**Solution key: classical scattering of Cu on O at 20 eV**

**Conventions.** Angles are centre-of-mass angles, E = m_r g²/2, χ > 0 is repulsive, and cos θ = cos χ with 0 ≤ θ ≤ π. The general results are

χ(b,E) = π − 2b ∫ from r₀ to ∞ of dr/[r² √(1 − b²/r² − V/E)], r₀ the outermost turning point,
dσ/dΩ = Σ over branches of b/(sin θ |dχ/db|),
Q_l = 2π ∫ (1 − cos^l χ) b db.

**Assumed inputs.** Masses 63.55 u (Cu) and 16.00 u (O); Born–Mayer repulsion V = A exp(−r/ρ) with A = 1500 eV and ρ = 0.30 Å, chosen so that the head-on turning point lies near 1.3 Å, typical of screened-Coulomb potentials for this pair; E = 20 eV. Intermediate values are carried unrounded.

**(a) Kinematics.** m_r = 12.78 u. Cu striking O at rest needs a laboratory energy E(M_Cu + M_O)/M_O = 99.4 eV. The wavenumber k = √(2m_rE)/ħ is 350 Å⁻¹. The head-on turning point is R = nρ, with n = ln(A/E) = 4.317, so R = 1.295 Å.

**(b) Solvable model.** The exponential gives no elementary χ(b). The truncated Coulomb potential

V = κ(1/r − 1/a) for r < a, V = 0 for r ≥ a

does, and its two parameters can match the value E and the slope −E/ρ of the exponential at R. The slope gives κ = ER²/ρ = 111.8 eV Å, the value then gives a = R²/(R − ρ) = 1.686 Å. Define d = κ/2E = 2.796 Å and

λ = d/(a + d) = (n − 1)/(n + 1) = 0.6239.

**(c) Deflection integral.** For b ≥ a, χ = 0. For b < a put u = 1/r, so that χ = π − 2∫ b du/√(radicand) from 0 to 1/r₀, and split at u = 1/a.

Outside: ∫ from 0 to 1/a of b du/√(1 − b²u²) = α, with sin α = b/a.

Inside, the radicand is 1 + 2d/a − 2du − b²u² = s² − (bu + d/b)², with s² = 1 + 2d/a + d²/b². It has one positive root, the turning point, and the integral is π/2 − β, where sin β = (b/a + d/b)/s. At u = 1/a the radicand equals cos²α, so cos β = cos α/s and tan β = (sin α + d/b)/cos α.

Hence χ = 2(β − α). With d/b = (d/a)/sin α, the tangent subtraction formula gives

**tan(χ/2) = λ cot α = λ √(a² − b²)/b.**

Limits: λ → 1 (E → 0 at fixed κ, a) gives χ = π − 2α, a hard sphere of radius a. For a → ∞, λa → d and tan(χ/2) = κ/(2Eb), the Rutherford orbit.

**(d) Differential cross section.** χ falls monotonically from π to 0, so the sum has one branch and θ = χ. With w = sin²(θ/2) and μ = 1 − λ² = 0.6108, inversion gives

b² = λ²a²(1 − w)/(λ² + μw).

Since dw = ½ sin θ dθ, the general expression b/(sin θ |dχ/db|) equals ¼|d(b²)/dw|. Because λ² + μ = 1, d(b²)/dw = −λ²a²/(λ² + μw)², and

**dσ/dΩ = λ²a²/{4[λ² + (1 − λ²) sin²(θ/2)]²}.**

The limits are a²/4 (hard sphere) and d²/[4 sin⁴(θ/2)] (Rutherford). Integration with dΩ = 4π dw returns πa² = 8.93 Å².

θ: b (Å), dσ/dΩ (Å²/sr)
0°: 1.69, 1.83
30°: 1.55, 1.49
90°: 0.892, 0.573
180°: 0, 0.276

Direct use of the general formula at 90°: dχ/db = −2cos²(χ/2) λa²/[b²√(a² − b²)] = −1.557 Å⁻¹, and 0.892/1.557 = 0.573 Å²/sr.

**(e) Transport cross sections.** Here 1 − cos χ = 2w, 1 − cos²χ = 4w(1 − w), and 2πb db becomes πλ²a² dw/(λ² + μw)². Substituting y = λ² + μw, from λ² to 1, with L = ln(1/λ²) = 0.9436:

**Q₁ = 2πλ²a²(L − μ)/μ² = 6.20 Å²,**
**Q₂ = 4πλ²a²[(1 + λ²)L − 2μ]/μ³ = 5.45 Å².**

For λ → 1 these tend to πa² and 2πa²/3. A hard sphere of radius R would give 5.27 and 3.51 Å²: it omits all deflection at b > R.

**(f) Comparison with the general integral for the exponential.** Near b = 0, π − χ = 2bJ with J = ∫ from R to ∞ of dr/[r²√(1 − V/E)], so dσ/dΩ(180°) = 1/(4J²). The closed form has J = 1/(λa) = 0.951 Å⁻¹. Quadrature for the exponential gives J = 0.982 Å⁻¹ and 0.259 Å²/sr, so the closed form lies 7 % high. Beyond a it misses the tail altogether: the Born–Mayer orbit turning at 2.10 Å has b = r₀√(1 − V(r₀)/E) = 2.03 Å and χ = 12°. Its classical dσ/dΩ diverges at θ → 0, so the 0° entry and πa² are artefacts of the cut-off. Quadrature gives Q₁ = 6.2 Å², within 1 % of the closed form, because stronger deflection at small b offsets the missing tail. It gives Q₂ = 6.0 Å²; here the closed form falls short by about a tenth, since small angles carry twice the weight (χ² against χ²/2).

**(g) Neglected physics.** Diffraction sets in near θ ≈ 1/(ka) = 0.1°, so classical mechanics suffices at the other tabulated angles. Attraction matters more. The CuO ground state has a typical well depth D of about 3 eV near 1.7 Å, and D/E = 0.15 implies deflections of order 9°, rivalling the repulsive tail. On that curve χ(b) acquires a negative minimum, and below the rainbow angle three branches enter the sum. The 20 eV turning point also moves inside 1.3 Å; as wide-angle cross sections scale roughly as R², the model is too high on that curve, plausibly by some tens of per cent. The values Q₁ ≈ 6.2 Å² and Q₂ ≈ 5.4–6.0 Å² are the model's, for one purely repulsive curve.